### The first guess

Two 2p levels in an atom with $Z = 43$ suggest the familiar $2p_{1/2}$–$2p_{3/2}$ doublet. A doublet of that kind is set close to the nucleus, so it should be large, barely notice the valence shell, and widen slowly as technetium is stripped. The spin-polarised, scalar-relativistic LDA levels below behave differently.

Neutral technetium and its ions, computed with ld1.x of Quantum ESPRESSO 7.5 as spherical all-electron Kohn-Sham atoms: spin-polarised, scalar-relativistic LDA (Perdew-Zunger correlation) with a point nucleus. Open shells are filled by the high-spin rule, with up as the majority spin, and eigenvalues are negative for bound levels.

```
species   Z  charge (e)  electrons                      configuration  eigenvalue (2p up) (eV)  eigenvalue (2p down) (eV)  mean radius (2p up) (bohr)  mean radius (2p down) (bohr)  ε(2p down) − ε(2p up) (eV)  Σ<r²> (bohr²)
     Tc  43           0         43                  [Kr] (4d up)5 5s2                  -2663.4                    -2663.0                     0.13044                       0.13043                       0.465          58.70
    Tc+  43           1         42             [Kr] (4d up)5 (5s up)1                  -2671.0                    -2670.5                     0.13044                       0.13043                       0.491          42.16
   Tc3+  43           3         40                      [Kr] (4d up)4                  -2694.8                    -2694.3                     0.13044                       0.13043                       0.446          26.11
   Tc4+  43           4         39                      [Kr] (4d up)3                  -2711.7                    -2711.3                     0.13044                       0.13043                       0.374          22.25
   Tc6+  43           6         37                      [Kr] (4d up)1                  -2750.4                    -2750.3                     0.13044                       0.13043                       0.153          16.37
   Tc7+  43           7         36                  [Ar] 3d10 4s2 4p6                  -2772.1                    -2772.1                     0.13043                       0.13043                       0.000          14.02
   Tc9+  43           9         34  [Ar] 3d10 4s2 (4p up)3 (4p down)1                  -2824.9                    -2824.4                     0.13040                       0.13040                       0.462          10.76
  Tc11+  43          11         32             [Ar] 3d10 4s2 (4p up)2                  -2881.8                    -2881.3                     0.13036                       0.13036                       0.504          7.963
  Tc12+  43          12         31             [Ar] 3d10 4s2 (4p up)1                  -2911.7                    -2911.4                     0.13034                       0.13034                       0.263          6.704
  Tc14+  43          14         29                 [Ar] 3d10 (4s up)1                  -2975.3                    -2975.0                     0.13029                       0.13029                       0.253          4.499
  Tc15+  43          15         28                          [Ar] 3d10                  -3008.6                    -3008.6                     0.13027                       0.13027                       0.000          3.530
  Tc17+  43          17         26           [Ar] (3d up)5 (3d down)3                  -3143.5                    -3140.5                     0.13019                       0.13010                       2.948          2.988
  Tc18+  43          18         25           [Ar] (3d up)5 (3d down)2                  -3214.5                    -3209.8                     0.13014                       0.13000                       4.658          2.744
  Tc20+  43          20         23                      [Ar] (3d up)5                  -3363.4                    -3354.7                     0.13001                       0.12974                       8.697          2.303
  Tc21+  43          21         22                      [Ar] (3d up)4                  -3440.3                    -3432.9                     0.12989                       0.12966                       7.340          2.105
  Tc23+  43          23         20                      [Ar] (3d up)2                  -3600.3                    -3596.2                     0.12960                       0.12947                       4.114          1.744
  Tc24+  43          24         19                      [Ar] (3d up)1                  -3683.3                    -3681.2                     0.12943                       0.12936                       2.190          1.579
  Tc26+  43          26         17       [Ne] 3s2 (3p up)3 (3p down)2                  -3851.2                    -3849.3                     0.12903                       0.12902                       1.890          1.248
  Tc27+  43          27         16       [Ne] 3s2 (3p up)3 (3p down)1                  -3935.5                    -3931.5                     0.12882                       0.12879                       3.937          1.079
  Tc29+  43          29         14                  [Ne] 3s2 (3p up)2                  -4106.6                    -4102.2                     0.12835                       0.12831                       4.308         0.7606
  Tc31+  43          31         12                           [Ne] 3s2                  -4281.0                    -4281.0                     0.12782                       0.12782                       0.000         0.4644
  Tc32+  43          32         11                      [Ne] (3s up)1                  -4368.4                    -4366.2                     0.12762                       0.12755                       2.212         0.3160
  Tc34+  43          34          9       [He] 2s2 (2p up)3 (2p down)2                  -4643.2                    -4628.6                     0.12590                       0.12607                      14.568         0.1491
  Tc35+  43          35          8       [He] 2s2 (2p up)3 (2p down)1                  -4834.6                    -4801.8                     0.12450                       0.12487                      32.881         0.1273
  Tc37+  43          37          6                  [He] 2s2 (2p up)2                  -5211.8                        n/a                     0.12196                           n/a                         n/a        0.08645
  Tc38+  43          38          5                  [He] 2s2 (2p up)1                  -5393.6                        n/a                     0.12084                           n/a                         n/a        0.06737
```

Here ε is the Kohn-Sham eigenvalue of the 2p orbital of the given spin, the mean radius is its $\langle r\rangle$, and $\Sigma\langle r^2\rangle$ sums the mean square radius over all electrons. The gap $\Delta = \varepsilon(2p\downarrow) - \varepsilon(2p\uparrow)$ never exceeds 0.7% of the depth of the level. From Tc to Tc32+ the up level deepens by a factor of 1.64 while its radius shrinks by only 2.2%, as outer screening requires: removing charge that lies outside an orbital lowers the potential there almost uniformly. From Tc34+ on the 2p shell itself is being emptied, and the shrinkage over the whole series reaches 7.4%. The gap meanwhile changes direction eight times in the rows shown; closed-shell ions missing from the table, such as Tc13+ and Tc33+, would add further zeros. In Tc37+ and Tc38+ the down level is empty, and n/a does not mean zero.

### Candidate 1: spin-orbit coupling

A hydrogenic 2p orbital has $\langle r\rangle = 5/Z_\text{eff}$ bohr, so 0.130 bohr gives $Z_\text{eff}\approx 38$. The fine-structure interval $\alpha^2 Z_\text{eff}^4\,\text{Ry}/16$, with $\alpha$ the fine-structure constant and Ry the Rydberg energy, is then of order 100 eV. That is about three times the largest gap, 32.9 eV in Tc35+, and it cannot vanish, whereas Δ is zero in Tc7+, Tc15+ and Tc31+. A scalar-relativistic equation averages the term away in any case. The zigzag also excludes overall compactness as sole cause, because $\Sigma\langle r^2\rangle$ falls at every step.

### Candidate 2: counting unpaired electrons

Nuclear and Hartree potentials are the same for both spins, so only exchange and correlation can separate the levels. The simplest rule is $\Delta = Jn$, with $n$ the number of up minus down electrons and $J$ one constant. It gets the zeros, but spin symmetry of a closed shell forces these on any exchange model, so they cannot choose among such models. It also gets the peak at $3d^5$ (Tc20+, 8.70 eV).

It fails on size. The gap per unpaired electron runs from 0.082 eV in Tc+ to 16.4 eV in Tc35+, a factor of 200. The geometric mean of $\Delta/n$ over the 17 rows specified below is $J = 0.73$ eV, which predicts 2.92 eV for Tc3+ against a computed 0.446 eV. Tc+ has one more unpaired electron than Tc and a gap only 0.026 eV wider.

### Candidate 3: count times reach into the core

Local exchange gives each spin σ the potential $v_\sigma = -(6\rho_\sigma/\pi)^{1/3}$ in atomic units. With total density $\rho$, spin density $m = \rho_\uparrow - \rho_\downarrow$ and $\rho_\sigma = (\rho \pm m)/2$, expansion for $m \ll \rho$ and first-order perturbation theory give

$$\Delta \approx \int |\phi_{2p}|^2\;\frac{2}{3}\left(\frac{3}{\pi}\right)^{1/3}\frac{m}{\rho^{2/3}}\;d^3r .$$

Correlation adds a smaller term of opposite sign. The gap therefore measures the spin density where the 2p orbital $\phi_{2p}$ lives, around 0.13 bohr and, for a d shell, whose tail rises steeply outward, more on its outer flank; $m$ there is roughly $n$ times the inner tail of one open-shell orbital.

Excited helium, $1s\,nl$, is the simpler case: singlet and triplet differ by twice an exchange integral, which dwindles as the outer orbital grows and withdraws from the 1s. The analogy covers the dependence on reach and no more. Helium's splitting lies between total states and collapses with rising $l$; Δ is a difference of orbital energies in a local potential, and the 3d, 3p and 3s shells near 0.35 bohr give similar values (1.74, 2.15 and 2.21 eV per electron in Tc20+, Tc29+ and Tc32+).

One ion, Tc20+, shows the reach level by level. Its up-down splitting is largest in the open 3d shell (15.7 eV), whose mean radius is 0.353 bohr, and is 13.4 eV in 3p just outside it. Inward it falls to 11.3 eV in 2s, 8.7 eV in 2p and 0.27 eV in 1s; the empty 4s level farther out has 4.2 eV.

A trial form is $\Delta = c\,n\,r^{-p}$, with $r$ the mean radius of the highest occupied level of the open shell from the same calculations (the down orbital where the shell is more than half full; in Tc20+ the up and down 3d radii differ by under 1%). Theory does not fix $p$: an exchange energy that scales with the size of the shell gives 1, a uniform spin cloud over a fixed core gives 3, and neither is a bound. A straight-line fit of $\ln(\Delta/n)$ against $\ln r$ over the 17 rows from Tc3+ to Tc32+ with an open shell gives $p = 1.95$ and $c = 0.250$ for eV and bohr. For Tc20+, a fitted row,

$$\Delta = 0.250 \times 5 \times 0.353^{-1.95} = 1.25 \times 7.6 = 9.5\ \text{eV},$$

9% above the computed 8.70 eV. Over the 17 rows the rms error relative to the computed gap is 9%, against 227% for counting alone, and 71% and 62% with $p$ fixed at 1 and 3 and $c$ refitted.

### Where the power law fails

Except in Tc3+, the misfits are far above the rounding of the gap, at most 0.3% of a nonzero value. The worst are the lone s electrons, +17% in Tc14+ and −15% in Tc32+; their opposite signs forbid a simple rule in $l$. Through the 3d shell the error slides steadily from +15% to −3%. Tc17+ and Tc23+ both have $n = 2$, yet their gaps differ by a factor $4.114/2.948 = 1.40$ while the 3d radius goes only from 0.374 to 0.337 bohr. The integral offers a reason that the power law lacks: six fewer 3d electrons lower $\rho$ in the denominator. The law supplies a factor of 1.22 and leaves 1.14, which a fall of about a fifth in $\rho$ under the integrand would cover; the table holds no densities, so this is plausible rather than shown.

The fitted radii form two clusters, near 0.35 bohr and from 0.9 to 1.5 bohr, so $p$ mostly joins two groups; the same fit within 3d alone gives 3.3. An exponent near 2 is an empirical summary, and $c$ shifts with it.

Four open-shell rows with a gap stayed out of the fit. In Tc34+ and Tc35+ the probed shell is itself the open one, and local exchange includes each electron's interaction with its own density; the law still lands 3% and 12% low, an agreement that the derivation does not promise. For Tc and Tc+ the 4d radius of Tc3+ was borrowed, which should be too small, and the result is 20% high. A 5s electron at 2.95 bohr is worth 0.030 eV in the model, close to the step of 0.026 eV, but that step also contains the change of the 4d shell on ionisation.

### Deeper but larger

In Tc20+ the 2p up level is the deeper one and also the larger, 0.13001 against 0.12974 bohr; in Tc34+ and Tc35+ the size order reverses. The argument is that up electrons feel an extra well where the spin density sits. In Tc20+ the well lies outside the 2p and draws it outward, and the other levels of that ion agree: up is larger than down for 1s and 2s, smaller for 3s and 3p, which lie beyond the 3d. With 2p open the well lies at the orbital's own radius and tightens it. These shifts mean that closed shells contribute to $m$, and since the integral is linear in $m$ it divides into a direct and a polarisation part. The table holds no densities to make the division, but shifts of half a percent or less in Tc20+ point to a minor polarisation part. From Tc to Tc6+ the radii differ by a single printed digit. The order is real, since rounding cannot reverse it, and up is the larger as in Tc20+, which fits an open shell lying outside the 2p; the size of so small a difference cannot be read from the table.

### What the verdict covers

The numbers reject the doublet and the bare count; they are consistent with count times reach, whose cause rests on the integral and on the pattern in Tc20+. For a neighbouring ion, count the unpaired electrons and take $\Delta/n$ from the same shell, where it rises with charge in the 4d, 4p, 3d, 3p and 2p rows (Tc+, with its open 5s as well, is the exception); a half-filled shell should mark the peak. The count is an input, since high-spin spherical occupations are imposed and terms are not resolved. In a real ion the omitted spin-orbit interval exceeds every gap here, so exchange would appear as multiplet structure on the doublet, and pure-spin 2p levels are unphysical throughout; from Tc34+ on this affects the open shell itself. Breit and QED terms are absent too, so the absolute level energies lack their shifts. Nor are eigenvalues binding energies: Tc35+ has −4801.8 eV for 2p down, a computed ionisation energy of 4885.8 eV and a NIST semi-empirical value of 4874 eV.
